**Why does the 1s level of a two-electron ion not follow $-\langle 1/r\rangle$ when the nuclear charge changes?**

I am looking at Dirac-Hartree-Fock results for helium-like ions in which $Z$ was raised by 0.1.

Two-electron ions (1s²) computed with B-spline radial code 1 at the basis-set limit, using Dirac-Coulomb Hartree-Fock and a Fermi nucleus (skin thickness 2.3 fm), without Breit or QED terms. Slopes are forward differences between self-consistent runs at Z and Z + 0.1, with the electron number and nuclear radius held fixed. V_ne is the electron-nucleus energy at Z.

| species | Z | charge (e) | ε(1s1/2) (eV) | dε(1s1/2)/dZ (eV) | <1/r>(1s1/2) (1/bohr) | dE/dZ (eV) | V_ne/Z (eV) |
| --- | --- | --- | --- | --- | --- | --- | --- |
| Li+ | 3 | 1 | -75.9915 | -65.99 | 2.6880 | -149.01 | -146.29 |
| B3+ | 5 | 3 | -259.727 | -120.5 | 4.6904 | -257.99 | -255.26 |
| C4+ | 6 | 4 | -392.474 | -147.7 | 5.6926 | -312.54 | -309.81 |
| O6+ | 8 | 6 | -739.831 | -202.4 | 7.7000 | -421.79 | -419.06 |
| F7+ | 9 | 7 | -954.498 | -229.7 | 8.7055 | -476.52 | -473.78 |
| Mg10+ | 12 | 10 | -1762.89 | -312.0 | 11.731 | -641.19 | -638.44 |
| Al11+ | 13 | 11 | -2087.30 | -339.6 | 12.743 | -696.28 | -693.53 |
| P13+ | 15 | 13 | -2818.84 | -394.8 | 14.774 | -806.81 | -804.04 |
| S14+ | 16 | 14 | -3226.10 | -422.5 | 15.793 | -862.27 | -859.50 |
| Ar16+ | 18 | 16 | -4123.92 | -478.1 | 17.839 | -973.63 | -970.84 |
| K17+ | 19 | 17 | -4614.64 | -506.1 | 18.866 | -1029.5 | -1026.7 |
| Sc19+ | 21 | 19 | -5680.08 | -562.2 | 20.930 | -1141.9 | -1139.1 |
| V21+ | 23 | 21 | -6858.15 | -618.7 | 23.008 | -1255.0 | -1252.2 |

Hellmann-Feynman tells me that an energy changes with $Z$ as $-\langle 1/r\rangle$ per electron. For Li+ that is $-2.6880 \times 27.211 = -73.14$ eV, but the level moves by only $-65.99$ eV per unit charge. For V21+ it is $-626.08$ against $-618.7$ eV, about 1% off, so perhaps the theorem does hold for the level and the rest is finite-difference noise. Or the electrons crowd together and the extra repulsion pushes the level up. Which is it? And why is dE/dZ off from V_ne/Z in the opposite direction?

**Answer**

In the table, ε(1s1/2) is the orbital energy and dε/dZ its slope, $\langle 1/r\rangle$ is the mean inverse radius of the orbital, dE/dZ is the slope of the total energy, and V_ne/Z is the electron-nucleus energy divided by $Z$. With two electrons in one orbital the last column is just $-2\langle 1/r\rangle$ in eV, so it repeats a column and adds no evidence. All rows are closed-shell $1s^2$. Call the quantity you ask about the gap, $d\varepsilon/dZ + \langle 1/r\rangle$. It lies between 7.13 and 7.38 eV in every row.

**The step comes first.** A forward difference over 0.1 returns the derivative plus 0.05 times the curvature. A hydrogenic level $-Z^2/2$ has curvature $-1$ hartree, so the step adds $-0.05$ hartree $= -1.36$ eV to the slope of the level and twice that to the total. This answers your last question. dE/dZ minus V_ne/Z runs from $-2.72$ eV (Li+) to $-2.80$ eV (V21+), and the step term, with the Dirac curvature, from $-2.72$ to $-2.84$ eV; they agree within the rounding of the printed digits. The curvature itself comes from the contraction of the orbital during the step; nothing is left over for a relaxation term in the derivative, and the theorem holds for the total. For the level the step has the wrong sign to make a positive gap. It hides part of it, and removing it leaves a response of 8.5 to 8.8 eV.

**Three explanations.** Let $h$ be the kinetic plus nuclear energy of one electron and $J$ the repulsion of the pair, so that $E = 2h + J$ and $\varepsilon = h + J$. Write the response as $k\,J'$ with $J' = dJ/dZ$. If the theorem held for the level, $k = 0$. If the whole rise in repulsion reached the level, $k = 1$. The third candidate is $k = 1/2$.

The case $k = 0$ is exact in one limit, the one-electron ion, where $J = 0$ and the level is the total energy. It also looks good at large $Z$, since the gap falls from 9.8% of $\langle 1/r\rangle$ in Li+ to 1.2% in V21+. That fall comes from the denominator; the gap in eV does not shrink. The theorem needs an energy that is stationary with respect to the orbital, and with two electrons $E$ has this property and $\varepsilon$ does not, because $\varepsilon$ carries the full $J$ against only one $h$.

The case $k = 1$ has the right ingredient and omits a second one. When the orbital contracts, stationarity of $E$ demands $2\,\delta h + \delta J = 0$, so the contraction lowers $h$ by half of what it adds to $J$. Then

$$\frac{d\varepsilon}{dZ} = -\langle 1/r\rangle - \tfrac12 J' + J' = -\langle 1/r\rangle + \tfrac12 J' .$$

A single exponential $e^{-\zeta r}$ makes each step visible. In atomic units $h = \zeta^2/2 - Z\zeta$ and $J = 5\zeta/8$, and minimising $E$ gives $\zeta = Z - 5/16 = \langle 1/r\rangle$. Raising $Z$ changes $h$ directly by $-\zeta$ and, through $d\zeta/dZ = 1$, by $\partial h/\partial\zeta = \zeta - Z = -5/16$. That term is negative because repulsion holds the orbital wider than a lone electron would choose, so shrinking it helps $h$. Meanwhile $J$ rises by $5/8$. The sum is

$$\frac{d\varepsilon}{dZ} = -\left(Z - \tfrac{5}{16}\right) - \tfrac{5}{16} + \tfrac58 = -\left(Z - \tfrac58\right).$$

The slope of the level thus sees a screening of $5/8$ where $\langle 1/r\rangle$ sees $5/16$, and the response is $5/16$ hartree $= 8.50$ eV whatever $Z$ is. For Li+, with the step, $-(3 + 0.05) + 0.625 = -2.425$ hartree $= -65.99$ eV, the tabulated value. No parameter is fitted here or below.

**The relativistic version.** The nonrelativistic formula fails at the heavy end: the slope for V21+ is 8.48 eV more negative than it predicts, an error as large as the response itself. The repair is to use the point-nucleus Dirac 1s orbital. With $\gamma = \sqrt{1 - (Z\alpha)^2}$ and $\alpha$ the fine-structure constant, the bare slope is $-Z/\gamma$ and the repulsion of two electrons in that orbital is

$$F^0 = \frac{Z}{\gamma}\left[1 - \frac{\Gamma(4\gamma+1)}{2^{4\gamma}\,\Gamma(2\gamma+1)^2}\right],$$

which tends to $5Z/8$ as $\gamma \to 1$. To first order in the repulsion, $\langle 1/r\rangle = Z/\gamma - F^{0\prime}/2$ and $d\varepsilon/dZ = -Z/\gamma + F^{0\prime}$, the prime meaning $d/dZ$.

For V21+, $Z\alpha = 23/137.036 = 0.16784$, $\gamma = 0.98581$ and $Z/\gamma = 23.331$. Differentiating $F^0$ gives $F^{0\prime}/2 = 0.323$ hartree $= 8.78$ eV. Then $\langle 1/r\rangle = 23.331 - 0.323 = 23.008$, as tabulated. The forward slope is $-23.331 \times 27.2114 + 2 \times 8.78 - 1.42 = -618.73$ eV, where $-1.42$ eV is the step term, against $-618.7$ eV.

**What the numbers decide.** Setting $J' = F^{0\prime}$ and comparing with the response in all thirteen rows, $k = 1/2$ leaves an rms residual of 0.03 eV and a worst one of $-0.06$ eV (Al11+), within rounding, which is about 0.06 eV from Mg10+ on; only Li+, whose slope is printed more finely, lies slightly outside it (0.01 against 0.006 eV). Both $k = 0$ and $k = 1$ miss by 8.6 eV rms, in opposite directions. The repulsion energies of the same calculation agree: differenced from row to row, they rise by 17.02 eV per unit $Z$ at Li+ and 17.54 eV at V21+, and the response is 0.497 to 0.503 of that. For K17+ the repulsion at both charges gives $J' = 17.37$ eV directly, and $(-1029.5 + 17.37)/2 = -506.07$ eV reproduces the slope of the level.

The factor 1/2 follows from $\varepsilon = (E + J)/2$ and stationarity, both built into Hartree-Fock, so recovering it checks consistency and no more. The real test is that a bare hydrogenic orbital gets the size of $J'$ right, even for Li+, where screening is a tenth of $Z$. Perturbation theory in $1/Z$ argues why. The second-order energy, which describes the expansion of the orbital, does not depend on $Z$ in the nonrelativistic limit and so drops out of a slope. The computed $J$ minus $F^0$ bears this out: it stays between $-0.223$ and $-0.228$ hartree while $J$, taken at $Z + 0.1$, grows from 1.71 to 14.36 hartree. The model is therefore good for slopes and carries a constant offset in the energies themselves.

The response drifts from 8.52 eV in Li+ to 8.80 eV in V21+, and $F^{0\prime}/2$ drifts alike, from 8.51 to 8.78 eV. The drift is four to five times the rounding, and half the rise in the computed repulsion over the 0.1 step, which is free of that rounding, goes from 8.51 to 8.77 eV. The drift is therefore real, but the ups and downs between neighbouring rows are of the size of the rounding and mean nothing. Nuclear size, which the model leaves out, leaves no trace at this resolution.

**A related trap.** $Z - \langle 1/r\rangle$ falls steadily from 0.312 in Li+ to $-0.008$ in V21+, which reads like screening dying away and would make $k = 0$ plausible at high $Z$. The repulsion refutes this, as $J/Z$, taken at $Z + 0.1$, rises from 0.553 to 0.622 hartree. The unscreened value to subtract from is $Z/\gamma$, and $Z/\gamma - \langle 1/r\rangle$ stays between 0.313 and 0.323. Relativistic contraction, $Z/\gamma - Z \approx Z^3\alpha^2/2$, happens to equal the screening near $Z = 23$, so $\langle 1/r\rangle$ just exceeds $Z$ in V21+ and, on this formula, does so by more beyond it. The attribution rests on the match to the Dirac formula; it has not been tested here by switching relativity off.

The agreement is with Dirac-Coulomb Hartree-Fock and not with spectra. The quantity $-\varepsilon$ exceeds the ionisation energy from total-energy differences by 1.52 eV in Li+ and 1.55 eV in V21+, and correlation, absent here, is also nearly constant in the $1/Z$ picture, so neither should change a slope much. Breit, QED and recoil terms are another matter. In K17+ they lower the ionisation energy from 4613.1 to 4609.4 eV and they grow steeply with $Z$, so their slope at the heavy end is of order 1 eV per unit charge, well above the residuals quoted.

For practical use, apply Hellmann-Feynman to the total energy only. For the level of a $1s^2$ ion in this range of $Z$, take $-\langle 1/r\rangle$, add about 8.5 to 8.8 eV, and then add half the step times the curvature, about $-1$ hartree. That last term is the larger of the two corrections when the step is a whole proton: from B3+ to C4+ the level moves by $-392.474 + 259.727 = -132.7$ eV, not $-120.5$ eV, and in all five neighbouring pairs the tabulated slope falls short by 12.2 to 12.6 eV, close to $(0.5 - 0.05)$ hartree $= 12.25$ eV.
